**Student.** The $2n+1$ rule sounds like a free doubling. Where does it come from?

**Lecturer.** Take $H=H_0+V$, real vectors, $\langle0|n\rangle=\delta_{0n}$ and
$$(H_0-E^{(0)})|n\rangle=-V|n-1\rangle+\sum_{k=1}^{n}E^{(k)}|n-k\rangle .$$
Project order $p+1$ on $|q\rangle$ and order $q\ge1$ on $|p+1\rangle$, then subtract:
$$\langle p|V|q\rangle=\langle p+1|V|q-1\rangle+\sum_{l=1}^{p}E^{(p+1-l)}\langle l|q\rangle-\sum_{l=1}^{q-1}E^{(q-l)}\langle p+1|l\rangle .$$
Shift $E^{(2n+1)}=\langle0|V|2n\rangle$ $n$ times and $E^{(2n)}=\langle0|V|2n-1\rangle$ $n-1$ times. Overlaps involving orders above $n$ cancel, leaving Wigner's rule:
$$E^{(2n+1)}=\langle n|V|n\rangle-\sum_{k,l=1}^{n}E^{(2n+1-k-l)}\langle k|l\rangle,$$
$$E^{(2n)}=\langle n-1|V|n\rangle-\sum_{k=1}^{n}\sum_{l=1}^{n-1}E^{(2n-k-l)}\langle k|l\rangle .$$
In Møller–Plesset theory $V$ moves at most two electrons, so $|n\rangle$ reaches level $2n$. All-electron BH has six: doubles for MP2–3, up to quadruples for MP4–5, hextuples, the full-CI space, from MP6.

**Student.** But $E^{(m)}=\langle0|V|m-1\rangle$ sees only doubles. Prune, and I avoid those levels.

**Lecturer.** Those doubles need the quadruples of $|m-2\rangle$, so $|j\rangle$ needs level $\min(2j,2m-2j,6)$. The peak is unchanged; you climb and descend, Wigner only climbs. Assume 19 orbitals, a typical double-zeta size: $o=3$ occupied and $v=16$ virtual per spin, symmetry ignored. Determinants through level $L$ number $D_2=3121$, $D_4=222161$, $D_6=938961$. Each couples to $D_2$ determinants, itself included. A product between spaces $L,L'$ costs $M_{LL'}$ multiply-adds, one per coupled pair: $M_{L,L+2}=D_LD_2\sim(ov)^{L+2}$, $M_{66}=D_6D_2$, and counting substitutions that stay inside gives $M_{22}=1519681$, $M_{44}=407495681$. Memory is the stored vectors. For $m\ge6$ Wigner needs $\lceil m/2\rceil-3$ products $M_{66}$ and $\lfloor m/2\rfloor-2$ full vectors, pruning $m-6$ and $m-5$. The saving is at most twofold.

**Student.** Then why not diagonalise?

**Lecturer.** Test it on $N=3$ independent identical pairs, each with $H_0=\mathrm{diag}(0,\Delta)$, $V_{12}=K$, $V_{22}=-\delta$, $V_{11}=0$. I assume $\Delta=1.5$, $\delta=0.72$, $K=0.15\ E_h$, chosen to put the total near the typical double-zeta correlation energy of BH, roughly $-0.09\ E_h$. With $g=\Delta-\delta=0.78\ E_h$,
$$E=N\left[g/2-\sqrt{g^2/4+K^2}\right]=-83.55\ \mathrm{m}E_h .$$
Scaling $V$ by $\lambda$, the root becomes $\tfrac{\Delta}{2}\sqrt{1-2x\rho\lambda+\rho^2\lambda^2}$, with $\rho=\sqrt{\delta^2+4K^2}/\Delta=0.52$ and $x=\delta/(\rho\Delta)=12/13$. Expanding in Legendre polynomials, for $m\ge2$,
$$E^{(m)}=-\frac{N\Delta}{2}\,\rho^m\,\frac{P_{m-2}(x)-P_m(x)}{2m-1},$$
with envelope $\rho^m m^{-3/2}$: $\rho^2=0.27$ per Wigner product, $\rho$ per plain one. CI through level $2n$ is a tridiagonal matrix over $j=0..n$ excited pairs, diagonal $jg$, coupling $K\sqrt{(j+1)(N-j)}$. It holds $\delta$ exactly, and its error starts at $K^{2n+2}/g^{2n+1}$, gaining a power of $(K/g)^2=0.037$ per two levels; for CISD it starts as $N(N-1)K^4/g^3$. Assume Davidson iteration with 10 products $M_{LL}$ and 4 vectors.

| Method | Level | Work, $10^6$ (plain) | Memory, $10^3$ words (plain) | Model error, m$E_h$ |
|---|---|---|---|---|
| MP3 | 2 | 1.5 (1.5) | 3.1 (6.2) | 16.95 |
| MP4 | 4 | 9.7 (19.5) | 225 (228) | 7.04 |
| MP5 | 4 | 417 (427) | 225 (451) | 2.71 |
| MP6 | 6 | 703 (1406) | 1164 (1390) | 0.93 |
| MP7 | 6 | 3634 (4337) | 1164 (2328) | 0.26 |
| MP8 | 6 | 3634 (7267) | 2103 (3267) | 0.039 |
| CISD | 2 | 15.2 | 12 | 4.94 |
| CISDTQ | 4 | 4075 | 889 | 0.088 |
| Full CI | 6 | 29305 | 3756 | 0 |

**Student.** MP8 costs no more than MP7?

**Lecturer.** Both end on $V|3\rangle$ in the full space; MP8 pays one extra vector. Now the least work. For 5 m$E_h$, CISD. For 1 m$E_h$, Wigner MP6, 5.8 times below CISDTQ. For 0.1 m$E_h$, MP8 narrowly, breaking even with CISDTQ at 8.9 Davidson products, so memory should decide, and it favours CISDTQ. Best within $10^7$, $10^8$, $10^9$ multiply-adds: MP4, CISD, MP6, where at $10^7$ and $10^9$ only the Wigner route fits. Within $10^6$ words: CISDTQ.

**Student.** And for real BH?

**Lecturer.** The counts are BH's in the assumed basis; the errors are the model's. It has no odd excitation levels and treats the core pair like a valence pair. The counts also hold for determinant algorithms only: factorising the disconnected quadruples makes MP4 scale more gently than $(ov)^4$. With more pairs the MP error grows as $N$, while the leading CISD error grows as $N(N-1)$.